**Question: How do I read this energy–volume curve of Hf₂Si?**

I have five points of a calculated curve for this metallic silicide, and I'd like to understand them rather than just feed them to a fit.

Energy and pressure of Hf2Si (space group I4/mcm, 6-atom cell), computed with Ansatz 0.2.0 using PBEsol and scalar-relativistic PAW without spin polarisation. Shape and atoms are relaxed at each volume, and energies count from the minimum of a third-order Birch-Murnaghan fit. The cutoff is 420 eV, the k mesh 10×10×10 and the Gaussian smearing 0.1 eV.

```tsv
volume per atom (Å³/atom)	energy over minimum (meV/atom)	pressure (GPa)
17.078	33.5	10.33
17.623	8.0	4.80
18.168	0.0	0.00
18.713	7.3	-4.15
19.258	27.7	-7.75
```

1. Which costs more energy, squeezing the solid by 6 % or stretching it by 6 %?
2. Why does doubling the volume change cost about four times the energy?
3. Can I get the stiffness, and from it the energies, by hand?
4. Why are the two sides of the curve different?
5. The solid has no band gap at any of these volumes. Does the electronic structure change at all?
6. If I used another functional, what would move, and which digits can I trust?

**Answer**

**1. Squeeze or stretch.** Squeezing costs more: 33.5 against 27.7 meV per atom. This energy is the work done on the solid, which is pressure times volume change, added up along the way. At 6 % compression the solid pushes back with 10.33 GPa, while at 6 % expansion it pulls inwards with only 7.75 GPa. The minus sign in the table marks this tension: left to itself, the stretched cell would shrink.

**2. The factor of four.** At the relaxed volume the forces that expand the solid and those that contract it cancel, so the first small change of volume costs almost nothing. The resisting pressure then grows roughly in proportion to the volume change. Twice the change means twice the final pressure acting over twice the path, hence four times the work. The table gives a ratio of 4.2 for squeezing and 3.8 for stretching, so the rule is good but not exact.

**3. Stiffness by hand.** The bulk modulus B is the pressure needed per relative change of volume. The two rows at 3 % squeeze and stretch give it directly, with V₀ as the relaxed volume:

B = V₀ × (4.80 + 4.15) / (18.713 − 17.623) = 149 GPa

If the solid were a perfect spring, a 6 % change would cost

E = ½ × B × V₀ × 0.06² = 4.88 GPa·Å³ ≈ 30.4 meV per atom

No energy from the table entered this estimate, but pressure is the slope of the energy, so the two ought to agree. The estimate lies between the two computed values and close to their mean of 30.6. It misses each side by about a tenth of the energy, too low for the squeeze and too high for the stretch. A perfect spring is symmetric, and this solid isn't. The output below gives the same comparison for every row.

**4. Why the sides differ.** The solid stiffens as it is squeezed. Between the two most compressed rows the bulk modulus is 176 GPa; between the two most expanded ones it is 125 GPa. The calculation holds the symmetry fixed and the shape hardly changes, so this stiffening appears without any change of structure. Whether a less symmetric structure would be lower in energy wasn't tested.

You can picture the cause as a contest between two effects of different range. Electrons shared between hafnium and silicon, between hafnium neighbours and along the chains of silicon atoms bind the solid and draw it together. Against this stands the kinetic energy of the electrons. It rises when they have less room, and the Pauli principle, which keeps them out of states already filled, makes the rise steeper. This repulsion changes faster with distance than the attraction does.

Squeezing therefore brings in repulsion faster than extra bonding, and the resistance climbs steeply. Stretching removes the repulsion quickly and leaves a bonding pull that itself weakens with distance, so the resistance grows ever more slowly. The table shows the result of this contest, not its separate parts. The same argument lets you expect a steeper compressed side in most ordinary solids, as long as no phase or electronic transition intervenes.

**5. The electrons.** Hf₂Si stays a metal, but the bands do shift. The number of electrons is even and could just fill a set of bands; the solid is a metal because the next band starts below the top of that set. This overlap grows from 0.76 eV in the most expanded row to 0.87 eV in the most compressed one. That fits a simple picture: orbitals of closer neighbours overlap more strongly and spread into wider bands. The band widths themselves aren't listed here, so this cause is likely but not shown.

**6. Functional and digits.** The minimum would move, and the stiffness with it. PBE, for example, usually gives larger volumes and a softer solid than the PBEsol used here, so its curve should lie further to the right and be somewhat flatter. Near the minimum, a shift of only 1 % in volume changes the pressure at a fixed volume by about 1.5 GPa. To compare the shapes of two such curves, measure each volume relative to that functional's own minimum.

Within this one calculation the digits fit together well: the slopes of the energy agree with the separately computed pressures to better than 0.1 GPa. That shows the two columns are consistent, but not that the k mesh is fine enough, because an error of the mesh would enter both alike. As predictions for a real sample at a given volume, even the whole gigapascals are uncertain, since an error of 1 % in the relaxed volume is enough to shift them. Thermal expansion and zero-point motion are missing, the PAW datasets were made for PBE and not for PBEsol, and no test with a finer mesh or higher cutoff is available to show how far the volume or stiffness would move.

The analysis program printed:

```
Spring estimate and band overlap:
     row  volume change in %  energy in meV/atom  spring estimate in meV/atom  energy less spring in meV/atom  band overlap in eV
  17.078                  -6                33.5                        30.44                           3.055               0.869
  17.623                  -3                   8                        7.611                          0.3889               0.847
  18.168                   0                   0                            0                               0               0.814
  18.713                   3                 7.3                        7.611                         -0.3111               0.783
  19.258                   6                27.7                        30.44                          -2.745               0.758
Between each row and the row above it:
     row  pressure change in GPa  mean pressure in GPa  minus energy slope in GPa  local bulk modulus in GPa
  17.623                   -5.53                 7.565                      7.496                      176.1
  18.168                    -4.8                   2.4                      2.352                      157.6
  18.713                   -4.15                -2.075                     -2.146                      140.4
  19.258                    -3.6                 -5.95                     -5.997                      125.4
Energy at 6 % squeeze less energy at 6 % stretch, meV/atom: 5.8
Energy at 6 % squeeze over energy at 6 % stretch: 1.209
Size of pressure at 6 % squeeze over that at 6 % stretch: 1.333
Energy at 6 % over energy at 3 %, squeeze: 4.188
Energy at 6 % over energy at 3 %, stretch: 3.795
The same ratio with squeeze and stretch averaged: 4
Mean energy of 6 % squeeze and stretch, meV/atom: 30.6
Bulk modulus from pressures at 3 % squeeze and stretch, GPa: 149.2
Local bulk modulus, most squeezed interval over most stretched: 1.404
Rise of local bulk modulus per GPa of pressure: 3.747
Largest gap between energy slope and mean pressure, GPa: 0.07103
Mean change of length at 6 % squeeze, %: -2.041
Growth of band overlap from most stretched to most squeezed row, eV: 0.111
Pressure shift near the minimum if the relaxed volume were 1 % off, GPa: 1.492
```
